Q: I want to compare these spin-orbit numbers for highly charged tellurium with level splittings. What should I know before I use them?

PySCF 2.14.0, non-relativistic unrestricted Hartree-Fock with a point nucleus and even-tempered Gaussian bases up to g, for Te ions in their ground configurations. Spin-orbit constants ζ (ζ l·s per electron) use the X2C one-electron operator with the bare nucleus, screened-nucleus factors or a mean-field two-electron term. The shift is first-order Landé, with the mean-field ζ of 3d.

```
species  electrons  configuration  ζ 3p, bare (cm⁻¹)  ζ 3p, screened (cm⁻¹)  ζ 3p, mean_field (cm⁻¹)  ζ 3d, bare (cm⁻¹)  ζ 3d, screened (cm⁻¹)  ζ 3d, mean_field (cm⁻¹)  shift of the lowest level (eV)
  Te28+         24       [Ar] 3d6             262300                 252200                   246700              48110                  38860                    38140                           -4.73
  Te29+         23       [Ar] 3d5             267600                 257300                   251800              49330                  39840                    39220                             n/a
  Te30+         22       [Ar] 3d4             272900                 262400                   256900              50620                  40880                    40350                           -7.50
  Te31+         21       [Ar] 3d3             275900                 265200                   259800              51820                  41860                    41430                           -10.3
  Te32+         20       [Ar] 3d2             280100                 269300                   263800              53100                  42890                    42580                           -10.6
  Te33+         19       [Ar] 3d1             284800                 273900                   268400              54350                  43900                    43700                           -8.13
```

A: Don't use the last column as a prediction of where the lowest level lies in an ion with several 3d electrons. It is a first-order result, which assumes that spin-orbit coupling is weak beside the spacing of the terms. In Te32+ the mean-field ζ of 3d is 5.28 eV, and a crude hydrogenic estimate puts the nearest terms only 8 to 10 eV above the lowest. Coupling of that size mixes the terms strongly. The constants ζ, which multiply l·s for each electron, are the sounder part of the table, though they come from non-relativistic Hartree-Fock orbitals.

Q: Why is ζ so much larger for 3p than for 3d?

A: Mainly because a p electron comes closer to the nucleus. For a hydrogen-like orbital in an effective charge Zeff, in atomic units,

ζ = (α²/2) Z ⟨r⁻³⟩, with ⟨r⁻³⟩ = Zeff³ / [n³ l(l+½)(l+1)]

where α is the fine-structure constant and Z = 52. The product l(l+½)(l+1) is 3 for p and 15 for d, so equal Zeff would give a ratio of 5. The bare values give 5.2 to 5.5, the excess meaning a slightly larger Zeff for 3p. This holds although 3d is the more compact shell overall: further output for Te32+ gives rms radii of 0.281 bohr for 3d and 0.320 bohr for 3p. The average of r⁻³ is governed by the inner part of the orbital, not by its overall size.

Q: Can you get the size of ζ from such a radius, without fitting?

A: Roughly. A hydrogenic 3d orbital has an rms radius of √126/Zeff. For Te32+ that gives Zeff = 11.22/0.2807 = 40.0. With Zeff = Z the formula would give 105,500 cm⁻¹, so the estimate is

ζ(3d) ≈ 105,500 × (40.0/52)³ ≈ 48,000 cm⁻¹

The bare value is 53,100 cm⁻¹, so the estimate is about 10 % low. A shortfall is reasonable, since the rms radius weights the outer part of the orbital, where screening is stronger than in the region that r⁻³ samples.

Q: The nucleus never changes, so why does ζ grow as electrons are removed?

A: With fewer 3d electrons there is less repulsion, and the remaining orbitals contract: in further output of these runs the rms radius of 3d shrinks at every step. Turning each bare 3d value into a Zeff gives 40.03 in Te28+ and 41.69 in Te33+, or about 0.33 per electron removed. The cube turns this 4 % rise into 13 % in ζ, but these charges were read back from ζ, so they don't test the idea. The radii do. From Te28+ to Te33+ the rms radius of 3d shrinks by 6 %, and a uniform contraction of that size would raise ζ by 20 %. The direction is right but the rise is too large, as expected if the lost electrons had screened the outer part of 3d more than the inner part that sets ζ. A straight line for Zeff, with two parameters fitted to all six rows, reproduces the bare 3d values within 0.1 %.

Two familiar recipes do worse. Landé's form for a penetrating outer electron, ζ ∝ (q+1)² with q the ion charge, would give a rise of (34/29)² − 1, or 37 %. It pictures one electron outside a compact core, whereas here the other 3d electrons share the same region and each screens only partly. Slater's rules let 3s and 3p screen 3d completely, and come out 46 to 48 % below the bare 3d values. In Te32+, 3s and 3p in fact have larger rms radii than 3d.

Q: What would happen if I changed the element instead?

A: At a fixed number of electrons, a heavier element would raise ζ much faster than ionisation does here. Both Z and Zeff then grow, and for weak screening the formula tends to Z⁴. Along a series of neutral atoms with similar valence shells, the charge felt far out stays nearly the same, and the growth is closer to Z². This table has only one Z, so it tests neither power; it shows the milder effect of changing the screening alone.

Q: Why do the two-electron terms take a fifth of ζ from 3d but only about 6 % from 3p?

A: The electrons inside an orbital's path hide part of the nuclear field. The centrifugal barrier keeps 3d outside most of the n = 1 and n = 2 charge, while 3p penetrates it. The mean-field reduction is equivalent to removing 10.2 to 10.8 units of nuclear charge for 3d, and 3.0 to 3.1 for 3p. The screened columns remove 10 and 2 by construction, so their agreement with those integers proves nothing.

Counting the charge enclosed in hydrogenic shells, with the computed radii of Te32+, gives 8.5 for 3d and 2.4 for 3p. That explains the contrast but falls short of the mean-field values, 10.3 and 3.0. Exchange-type two-electron terms may supply the rest, but I haven't separated them. The mean-field reduction also weakens as 3d electrons leave, which is why the mean-field 3d constant rises by 14.6 % and the bare one by 13.0 %.

Q: If ζ always rises, why is the shift largest at 3d2?

A: The shift also depends on the total orbital angular momentum L of the lowest term. Below half filling, Landé's rule gives −ζ(L+1)/2; above it, −ζL/2. Both 3d2 and 3d3 have L = 3 and so a shift of −2ζ, and 3d2 has the larger ζ: −2 × 5.28 eV = −10.56 eV, printed as −10.6. For 3d1 and 3d4, L = 2 and the factor is only −1.5; for 3d6 it is −1. A half-filled shell has L = 0 and no first-order shift, though mixing with other terms would still lower it. The mean-field constants reproduce the column to within its rounding, which confirms how the column was built, not that first order is adequate.

Q: How many digits can I trust?

A: Fewer than are printed. The bare 3p constant rises in steps of 5300, 5300, 3000, 4200 and 4700 cm⁻¹, while rounding can alter a step by only 100. The ratio of mean-field to bare values stays smooth, so the unevenness is common to both columns and probably lies in the orbitals. A change of basis doesn't explain the smallest step: the exponents are shared by pairs of neighbouring ions, and Te30+ and Te31+ use the same set. The ions whose computed charge cloud has no quadrupole (Te29+, Te31+ and Te32+) lie on an even slope, and the others deviate from it. That points to the uneven shape of the single determinant, but it remains a guess. I would attach no meaning to differences in 3p below about 0.5 %. The 3d values run more smoothly, but smoothness isn't accuracy. (Zα)² is 0.14 here, so relativistic changes in the orbitals could well reach several per cent of ζ. Such an error should be similar in all six ions, which makes the trend safer than the absolute values. The output below lists the residuals row by row.

The analysis program printed:

```
rows: nd = 6 5 4 3 2 1 ; (Z alpha)^2 = 0.144
3p/3d bare 5.45 5.42 5.39 5.32 5.27 5.24 | mf 6.47 6.42 6.37 6.27 6.20 6.14 | hydrogenic 5
-- 3p rounding +-50 1/cm = 0.018 %; pure Z^4 = 527489 1/cm; bare/Z^4 0.497 0.507 0.517 0.523 0.531 0.540
rise d6->d1 % bare, screened, mf: 8.58 8.60 8.80
bare steps 1/cm 5300 5300 3000 4200 4700 (floor +-100)
Zeff 41.20 41.47 41.74 41.90 42.11 42.34 ; fit sigma0 9.65, s 0.223 per d electron
  fit resid % 0.29 -0.09 -0.45 0.06 0.14 0.05
  Slater no-fit err % -3.2 -5.1 -7.0 -8.0 -9.4 -10.9 ; its rise 0.0 %
  (q+1)^2 resid % -11.3 -6.9 -2.5 2.7 7.6 12.3 ; free exponent 0.50
Q screened 2.00 2.00 2.00 2.02 2.00 1.99 (built in 2; floor +-0.02)
Q mf 3.09 3.07 3.05 3.03 3.03 2.99 ; slope 0.018/e, max resid 0.009
mf cut of bare % 5.95 5.90 5.86 5.84 5.82 5.76 | screened vs mf % 2.2 2.2 2.1 2.1 2.1 2.0
-- 3d rounding +-5 1/cm = 0.010 %; pure Z^4 = 105498 1/cm; bare/Z^4 0.456 0.468 0.480 0.491 0.503 0.515
rise d6->d1 % bare, screened, mf: 12.97 12.97 14.58
bare steps 1/cm 1220 1290 1200 1280 1250 (floor +-10)
Zeff 40.03 40.36 40.71 41.03 41.36 41.69 ; fit sigma0 10.31, s 0.332 per d electron
  fit resid % 0.05 0.02 -0.10 -0.00 -0.02 0.05
  Slater no-fit err % -47.7 -47.3 -47.0 -46.5 -46.2 -45.7 ; its rise 17.2 %
  (q+1)^2 resid % -9.6 -5.6 -1.8 2.2 6.1 10.0 ; free exponent 0.77
Q screened 10.00 10.00 10.01 9.99 10.00 10.00 (built in 10; floor +-0.01)
Q mf 10.78 10.66 10.55 10.43 10.30 10.19 ; slope 0.118/e, max resid 0.008
mf cut of bare % 20.72 20.49 20.29 20.05 19.81 19.60 | screened vs mf % 1.9 1.6 1.3 1.0 0.7 0.5
-- Te32+ Zeff from rms radius 2p 3p 3d: 46.83 41.97 39.99 ; 2p from zeta 46.43
n,l=(2, 1) enclosed-charge Q 2.14 vs mf 2.98 (diff -0.84); per d electron 0.005; 1s part 1.25
n,l=(3, 1) enclosed-charge Q 2.39 vs mf 3.03 (diff -0.63); per d electron 0.024; 1s part 1.24
n,l=(3, 2) enclosed-charge Q 8.51 vs mf 10.30 (diff -1.79); per d electron 0.172; 1s part 1.96
-- nd L factor, shift eV: table | mf screened bare | table-mf | zeta_mf eV
6 2 -1.0 -4.73 | -4.73 -4.82 -5.96 | -0.001 | 4.73
5 0 0.0 None | 0.00 0.00 0.00 | n/a | 4.86
4 2 -1.5 -7.5 | -7.50 -7.60 -9.41 | +0.004 | 5.00
3 3 -2.0 -10.3 | -10.27 -10.38 -12.85 | -0.027 | 5.14
2 3 -2.0 -10.6 | -10.56 -10.64 -13.17 | -0.042 | 5.28
1 2 -1.5 -8.13 | -8.13 -8.16 -10.11 | -0.003 | 5.42
shift rounding +-0.005 eV (+-0.05 above 10 eV); d1 splitting 2.5 zeta = 13.55 eV
crude hydrogenic d2 gaps (order only): 3F-3P 15B = 10 eV, 3F-1D 5B+2C = 8 eV
```
